**Question.** I have been looking at these atomization energies of PF₃, the energy needed to pull the molecule apart into one phosphorus and three fluorine atoms.

Errors in the atomization energy of PF₃ (atoms minus molecule, no zero-point energy) against RCCSDT(Q), computed with Ansatz 0.2.0 in the 6-31G basis at the MP2(full)/6-31G* geometry. The atoms are spin-unrestricted, and the correlated wavefunction levels keep the core electrons frozen.

| level | this level less the reference (RCCSDT(Q), same basis) (kJ/mol) |
| --- | --- |
| RHF | -436.2 |
| RMP2 | 39.3 |
| CISD | -118.9 |
| RCCSD | -19.1 |
| RCCSD(T) | -3.7 |
| BCCD(T) | -2.5 |
| RCCSDT | -3.5 |
| PBE | 245.9 |
| r2SCAN | 164.8 |
| PBE0 | 124.9 |
| B3LYP | 151.3 |
| r2SCANh | 126.3 |
| wB97M-V | 182.6 |
| HSE06 | 126.8 |
| B2PLYP | 99.3 |
| RPA-PBE | -157.5 |

1. Which levels bind the molecule too strongly?
2. Why does Hartree–Fock (RHF) bind it so weakly?
3. RMP2 overbinds. Does it put too much correlation into the molecule?
4. CISD and RCCSD both use single and double excitations. Why is CISD so much worse?
5. Why does PBE0 lie so far below PBE?
6. Is BCCD(T) the best of the cheaper coupled-cluster levels?
7. Would PBE still overbind in a better basis?

**Answer.**

### 1. The sign

A positive entry means that the level needs more energy than the reference to separate the atoms, so it overbinds. RMP2 does so, and so does every density functional here except RPA-PBE. RHF, CISD, RPA-PBE and the coupled-cluster levels underbind. CISD and the coupled-cluster levels correlate 26 electrons of the molecule.

For the wavefunction methods, each error can be split into two parts. Let $\Delta_\mathrm{atoms}$ and $\Delta_\mathrm{mol}$ be the heights of the atoms' and the molecule's total energies above those of the reference level. Since the atomization energy is atoms minus molecule,

$$\text{error}=\Delta_\mathrm{atoms}-\Delta_\mathrm{mol}.$$

A level may therefore be poor for both and still give a good difference, or fail because it treats one better than the other.

### 2. Hartree–Fock

RHF leaves out correlation, the way in which electrons avoid each other beyond what the Pauli principle enforces. This puts the molecule 1153 kJ/mol too high, but the four atoms together only 717 kJ/mol. The difference is the error of −436 kJ/mol.

The molecule loses more because bonding pairs up electrons. The three 3p electrons of a free phosphorus atom have parallel spins, and the Pauli principle already keeps them apart. In PF₃ each shares a bond with an electron of opposite spin, and only correlation keeps those two apart. A method without correlation therefore charges the molecule for each bond it forms.

### 3. RMP2 against RCCSD

No: the RMP2 molecule is also too high, by 24 kJ/mol, so it has too little correlation energy. RCCSD leaves the molecule at practically the same height. Yet RMP2 overbinds by 39 kJ/mol and RCCSD underbinds by 19 kJ/mol.

The atoms make the difference. With RMP2 they lie 63 kJ/mol too high together, with RCCSD only 5 kJ/mol. RMP2 overbinds because it starts from atoms that are too high, and the molecule looks stable beside them.

A plausible reason, untested here, is that second-order theory exaggerates the correlation of some electron pairs in the bonds. That would make up for shortfalls elsewhere in the molecule, a compensation that free atoms would lack.

### 4. CISD against RCCSD

The two differ in what may happen at the same time. In CISD, once one pair of electrons is excited, all other pairs must stay as they are in Hartree–Fock. RCCSD also contains products of excitations, so distant pairs can correlate independently.

The cost can be estimated. Let $w$ be the weight of the excited configurations in the CISD wavefunction and $E_c$ the size of its correlation energy. In the fraction $w$ of the wavefunction the other pairs go without their correlation, so roughly $wE_c$ is lost; this is the Davidson correction. Each double excitation moves two electrons into empty orbitals, so half the number of electrons found there gives $w\approx0.089$.

CISD recovers $E_c=1153-137=1016$ kJ/mol in the molecule. The estimated loss is $0.089\times1016\approx90$ kJ/mol, while the CISD molecule actually lies 113 kJ/mol above the RCCSD one. The estimate has the right size but is about a fifth too small, probably in part because it keeps the CISD weights, which would themselves change once products were allowed.

As long as $w$ is small, both it and $E_c$ grow roughly in step with the number of electrons, so their product grows faster than the molecule does. Four separate atoms pay four small penalties, and PF₃ pays one large one. For the same reason CISD should do worse still for a larger molecule with similar bonds.

### 5. Exact exchange

PBE0 replaces a quarter of the PBE exchange by exact exchange, and the overbinding falls from 246 to 125 kJ/mol. The usual explanation concerns the exchange hole, the region around an electron from which others of the same spin are kept away. In a bond the exact hole spreads over both atoms, whereas the hole of a semilocal functional stays close to the electron. This imitates some of the correlation in the bond, but tends to overdo it and so to bind too strongly. Exact exchange weakens that effect. The smaller error doesn't prove PBE0 more accurate, however, because part of the overbinding in the table probably comes from the basis (question 7).

If each percent of exact exchange had the same effect in r2SCAN as in PBE, r2SCANh with its 10 percent would overbind by 116 kJ/mol. The computed value, which played no part in the estimate, is 126 kJ/mol. The direction carries over, but the estimated fall from r2SCAN is about a quarter too large, so the strength depends on the parent functional. The share of exact exchange also fails to rank different families: wB97M-V has plenty of it at long range and still overbinds more than r2SCAN. The output below gives the numbers behind the r2SCANh estimate.

### 6. The digits

The table doesn't support that ranking. RCCSD(T), BCCD(T) and RCCSDT lie within 1.2 kJ/mol of each other. The quadruple excitations in the reference lower the molecule by about 4 kJ/mol, and the effect of still higher terms is untested. All three are within a few kJ/mol of the reference, and the order among them carries no weight. The gaps of tens of kJ/mol discussed above are safe as differences within this basis.

### 7. The basis

Probably by much less, because the reference itself binds far too weakly. It gives 907 kJ/mol, whereas the measured value is, as a rough recollection, about 1500 kJ/mol. PBE, at $907+246=1153$ kJ/mol, overbinds against this reference but falls well short of nature.

The 6-31G basis has no d functions, which the electrons need to shift their density into the polar P–F bonds. That hurts every level, but correlated wavefunctions suffer twice. They describe correlation by exciting electrons into empty orbitals, and a small basis offers few of these. PBE obtains its correlation energy from the density and depends much less on them.

Adding d functions should therefore raise the atomization energy at every level, and that of the reference more than that of PBE. The positive errors of the functionals would then shrink, and some might even turn negative. How much of them would remain as a fault of the functionals themselves is a question for a larger basis.

The analysis program printed:

```
Number of levels that overbind against the reference: 9
Atomization energy with RHF in kJ/mol: 471
Atomization energy with PBE in kJ/mol: 1153
Rough recalled measured value (1500) less the reference in kJ/mol: 592.8
RHF molecule above the reference level in kJ/mol: 1153
RHF atoms together above the reference level in kJ/mol: 716.9
RMP2 molecule above the reference level in kJ/mol: 23.52
RMP2 atoms together above the reference level in kJ/mol: 62.82
RCCSD molecule above the reference level in kJ/mol: 23.97
RCCSD atoms together above the reference level in kJ/mol: 4.872
CISD molecule above the reference level in kJ/mol: 137
CISD atoms together above the reference level in kJ/mol: 18.08
CISD molecule above the RCCSD molecule in kJ/mol: 113
Davidson estimate of what CISD lacks in the molecule in kJ/mol: 90.56
Weight outside the determinant in CISD in percent: 8.912
PBE0 less PBE in kJ/mol: -121
Change per percent of exact exchange from PBE to PBE0 in kJ/mol: -4.84
Error of r2SCANh predicted from r2SCAN and that change in kJ/mol: 116.4
Predicted less computed error of r2SCANh in kJ/mol: -9.9
HSE06 less PBE0 in kJ/mol: 1.9
RPA-PBE less PBE in kJ/mol: -403.4
Lowering of the molecule by the triples (T) on RCCSD in kJ/mol: 19.21
RCCSD(T) less RCCSD in the table in kJ/mol: 15.4
Lowering of the molecule by the quadruples (Q) in kJ/mol: 3.958
Spread of RCCSD(T), BCCD(T) and RCCSDT in kJ/mol: 1.2
```
